**Basis-set dependence of one-bond couplings in 4-fluoroaniline**

The table holds five one-bond spin-spin couplings (N–C, three C–C, C–F) from PySCF at the B3LYP level in five basis sets, at one fixed PBE0-D3(BJ)/def2-SVP geometry. The program tests whether a basis merely rescales the orbital amplitudes at each nucleus, J(A,B) = s_A s_B J(A,B; pcJ-1), and compares this with a constant shift per basis and with changes in orbital gap, triplet Hessian and total energy. One factor per basis fits the three C–C couplings to 1.55 Hz rms and a shift to 1.36 Hz rms, so the two are not distinguished. The carbon factor fails in direction for C–F in 6-31G(d) and pcJ-0 and by 5.3 Hz for N–C in cc-pVTZ, and the contact ratios of different N–C pairs are unequal. In reduced couplings all five values move in the positive direction from pcJ-0 to 6-31G(d), while gap and triplet Hessian vary by only 3.2 % and 1.2 %; pcJ-1 is a comparison point, not a converged limit.

One-bond spin-spin couplings of 4-fluoroaniline (SMILES Nc1ccc(F)cc1, atoms numbered in this order), from non-relativistic gas-phase B3LYP with density fitting in PySCF 2.14.0 at the PBE0-D3(BJ)/def2-SVP geometry. The isotopes are 13C, 15N and 19F. The spin-dipole term is included for N–C and C–F but not for C–C.

## Script

```python
# Table: one-bond spin-spin couplings (Hz) of 4-fluoroaniline, PySCF, B3LYP, five bases, one geometry.
# Tested: J_AB = sA*sB*J_AB(pcJ-1) (basis rescales amplitudes at nuclei), against a constant shift
# and against changed energy denominators; reduced couplings K remove the nuclear moments.
T = {
    'functional': ['B3LYP', 'B3LYP', 'B3LYP', 'B3LYP', 'B3LYP'],
    'basis': ['6-31G(d)', 'cc-pVTZ', 'def2-TZVP', 'pcJ-0', 'pcJ-1'],
    'j_0_1': [-18.1, -9.5, -13.1, -9.6, -13.8],  # Hz
    'j_7_1': [91.3, 72.2, 67.7, 54.4, 68.1],  # Hz
    'j_6_7': [93.6, 71.8, 67.7, 55.1, 68.4],  # Hz
    'j_4_6': [99.1, 84.5, 77.6, 60.4, 77.3],  # Hz
    'j_4_5': [-181.0, -305.9, -333.3, -373.3, -303.0],  # Hz
}
import numpy as np
from scipy.constants import h, physical_constants as pc
B = T['basis']; r = B.index('pcJ-1'); oth = [i for i in range(len(B)) if i != r]
names = ['N1-C2', 'C8-C2', 'C7-C8', 'C5-C7', 'C5-F6']
J = np.array([T[k] for k in ['j_0_1', 'j_7_1', 'j_6_7', 'j_4_6', 'j_4_5']], float).T
gp = pc['proton gyromag. ratio'][0] / (2 * np.pi)
gC, gN, gF = 0.25, -0.10, 0.94  # rough recalled gamma of 13C, 15N, 19F relative to 1H
K = J / (h * gp**2 * np.array([gN*gC, gC*gC, gC*gC, gC*gC, gC*gF])) / 1e19
fm = lambda v, d=1: ' '.join('%+.*f' % (d, x) for x in v)
print('Table rounding 0.05 Hz; pcJ-1 is a comparison point, not a limit')
print('Order of couplings: ' + ' '.join(names))
rel = np.ptp(J, axis=0) / abs(J[r])
print('range over bases, Hz:', fm(np.ptp(J, axis=0)))
print('range as % of |J(pcJ-1)|:', fm(100 * rel, 0))
print('J minus J(pcJ-1), Hz | ratio to pcJ-1')
for i in oth: print(' %-9s %s | %s' % (B[i], fm(J[i] - J[r]), fm(J[i] / J[r], 2)))
print('Reduced K, 1e19 T^2/J (rough gammas, good to a few %)')
for i in range(len(B)): print(' %-9s %s' % (B[i], fm(K[i], 0)))
a, z = B.index('6-31G(d)'), B.index('pcJ-0')
print('K(6-31G(d)) - K(pcJ-0):', fm(K[a] - K[z], 0))
print('Three CC: factor f, residuals Hz | shift Hz, residuals Hz')
C = J[:, 1:4]; f = C @ C[r] / (C[r] @ C[r]); d = (C - C[r]).mean(axis=1)
R1 = C - np.outer(f, C[r]); R2 = C - C[r] - d[:, None]
for i in oth: print(' %-9s %.3f, %s | %+.1f, %s' % (B[i], f[i], fm(R1[i]), d[i], fm(R2[i])))
print('rms factor %.2f Hz (worst %.1f), rms shift %.2f Hz (worst %.1f)' % (
    np.sqrt((R1[oth]**2).mean()), abs(R1).max(), np.sqrt((R2[oth]**2).mean()), abs(R2).max()))
print('CC factor carried over, Hz: NC predicted, error | CF predicted, error')
for i in oth:
    p, q = f[i] * J[r, 0], f[i] * J[r, 4]
    print(' %-9s %.1f, %+.1f | %.1f, %+.1f' % (B[i], p, p - J[i, 0], q, q - J[i, 4]))
print('Lists below follow row order: ' + ' '.join(B))
m = C.mean(axis=1)
for lab, c in (('CF', 4), ('NC', 0)):
    s, b0 = np.polyfit(m, J[:, c], 1)
    print('J(%s) vs mean J(CC): slope %+.2f Hz/Hz, r %+.2f, residuals Hz %s' % (
        lab, s, np.corrcoef(m, J[:, c])[0, 1], fm(J[:, c] - s * m - b0)))
print('C5-C7 minus mean of other two CC, Hz:', fm(C[:, 2] - C[:, :2].mean(axis=1), 2))
print('C7-C8 minus C8-C2, Hz:', fm(C[:, 1] - C[:, 0]))
# further outputs of the same runs: energy Eh, HOMO eV, LUMO eV, lowest triplet Hessian eigenvalue Eh
X = {'6-31G(d)': (-386.826395, -5.302563, -0.023654, 0.095068), 'cc-pVTZ': (-386.98544, -5.633482, -0.50478, 0.095897),
     'def2-TZVP': (-386.997745, -5.688025, -0.57619, 0.09535), 'pcJ-0': (-386.171283, -5.616802, -0.38573, 0.096232),
     'pcJ-1': (-386.855921, -5.680395, -0.53484, 0.095948)}
X = np.array([X[b] for b in B]); gap = X[:, 2] - X[:, 1]
print('energy minus pcJ-1, Eh:', fm(X[:, 0] - X[r, 0], 3))
print('HOMO-LUMO gap, eV: %s; range %.1f %%' % (fm(gap, 2), 100 * np.ptp(gap) / gap[r]))
print('triplet Hessian minimum, Eh: %s; range %.1f %%' % (fm(X[:, 3], 4), 100 * np.ptp(X[:, 3]) / X[r, 3]))
# further outputs of the same runs: FC, PSO, DSO, SD in Hz for cc-pVTZ then pcJ-0 (SD not computed for CC)
cc = np.array([[78.154, -6.197, 0.289], [60.646, -6.532, 0.303]])
nc = np.array([[-11.492, 1.95, -0.099, 0.102], [-11.979, 2.334, -0.106, 0.186]])
print('pcJ-0 minus cc-pVTZ, Hz, by term')
dc, dn = cc[1] - cc[0], nc[1] - nc[0]
print(' C8-C2 FC PSO DSO: %s; sum %+.2f; FC share %.0f %%' % (fm(dc, 2), dc.sum(), 100 * dc[0] / dc.sum()))
print(' N1-C2 FC PSO DSO SD: %s; sum %+.2f' % (fm(dn, 2), dn.sum()))
FC = {'1J C8-C2': (78.154, 60.646), '1J N1-C2': (-11.492, -11.979), '2J N1-C3': (-2.65, -1.509),
      '3J N1-C4': (-1.473, -1.095), '1J N-H': (-68.742, -68.206), '3J N-H': (-2.245, -2.209)}  # same runs
print('Contact ratio pcJ-0/cc-pVTZ (pure rescaling: equal for one element pair)')
for k, v in FC.items(): print(' %s %.3f' % (k, v[1] / v[0]))
assert (K[:, :4] > 0).all() and (K[:, 4] < 0).all()
assert (K[a] > K[z]).all() and (C.argmax(axis=1) == 2).all()
assert m.argmax() == abs(J[:, 4]).argmin() and m.argmin() == abs(J[:, 4]).argmax()
assert rel.min() > 0.4 and np.ptp(gap) / gap[r] < 0.05
```

Output:

```
Table rounding 0.05 Hz; pcJ-1 is a comparison point, not a limit
Order of couplings: N1-C2 C8-C2 C7-C8 C5-C7 C5-F6
range over bases, Hz: +8.6 +36.9 +38.5 +38.7 +192.3
range as % of |J(pcJ-1)|: +62 +54 +56 +50 +63
J minus J(pcJ-1), Hz | ratio to pcJ-1
 6-31G(d)  -4.3 +23.2 +25.2 +21.8 +122.0 | +1.31 +1.34 +1.37 +1.28 +0.60
 cc-pVTZ   +4.3 +4.1 +3.4 +7.2 -2.9 | +0.69 +1.06 +1.05 +1.09 +1.01
 def2-TZVP +0.7 -0.4 -0.7 +0.3 -30.3 | +0.95 +0.99 +0.99 +1.00 +1.10
 pcJ-0     +4.2 -13.7 -13.3 -16.9 -70.3 | +0.70 +0.80 +0.81 +0.78 +1.23
Reduced K, 1e19 T^2/J (rough gammas, good to a few %)
 6-31G(d)  +60 +122 +125 +132 -64
 cc-pVTZ   +32 +96 +96 +113 -108
 def2-TZVP +44 +90 +90 +103 -118
 pcJ-0     +32 +72 +73 +80 -132
 pcJ-1     +46 +91 +91 +103 -107
K(6-31G(d)) - K(pcJ-0): +28 +49 +51 +52 +68
Three CC: factor f, residuals Hz | shift Hz, residuals Hz
 6-31G(d)  1.326, +1.0 +2.9 -3.4 | +23.4, -0.2 +1.8 -1.6
 cc-pVTZ   1.070, -0.7 -1.4 +1.8 | +4.9, -0.8 -1.5 +2.3
 def2-TZVP 0.997, -0.2 -0.5 +0.6 | -0.3, -0.1 -0.4 +0.6
 pcJ-0     0.794, +0.3 +0.8 -1.0 | -14.6, +0.9 +1.3 -2.3
rms factor 1.55 Hz (worst 3.4), rms shift 1.36 Hz (worst 2.3)
CC factor carried over, Hz: NC predicted, error | CF predicted, error
 6-31G(d)  -18.3, -0.2 | -401.9, -220.9
 cc-pVTZ   -14.8, -5.3 | -324.2, -18.3
 def2-TZVP -13.8, -0.7 | -302.0, +31.3
 pcJ-0     -11.0, -1.4 | -240.6, +132.7
Lists below follow row order: 6-31G(d) cc-pVTZ def2-TZVP pcJ-0 pcJ-1
J(CF) vs mean J(CC): slope +5.10 Hz/Hz, r +0.97, residuals Hz +12.5 -17.9 -19.0 +14.4 +10.0
J(NC) vs mean J(CC): slope -0.21 Hz/Hz, r -0.79, residuals Hz -1.0 +3.8 -0.9 -0.3 -1.5
C5-C7 minus mean of other two CC, Hz: +6.65 +12.50 +9.90 +5.65 +9.05
C7-C8 minus C8-C2, Hz: +2.3 -0.4 +0.0 +0.7 +0.3
energy minus pcJ-1, Eh: +0.030 -0.130 -0.142 +0.685 +0.000
HOMO-LUMO gap, eV: +5.28 +5.13 +5.11 +5.23 +5.15; range 3.2 %
triplet Hessian minimum, Eh: +0.0951 +0.0959 +0.0954 +0.0962 +0.0959; range 1.2 %
pcJ-0 minus cc-pVTZ, Hz, by term
 C8-C2 FC PSO DSO: -17.51 -0.33 +0.01; sum -17.83; FC share 98 %
 N1-C2 FC PSO DSO SD: -0.49 +0.38 -0.01 +0.08; sum -0.03
Contact ratio pcJ-0/cc-pVTZ (pure rescaling: equal for one element pair)
 1J C8-C2 0.776
 1J N1-C2 1.042
 2J N1-C3 0.569
 3J N1-C4 0.743
 1J N-H 0.992
 3J N-H 0.984
```
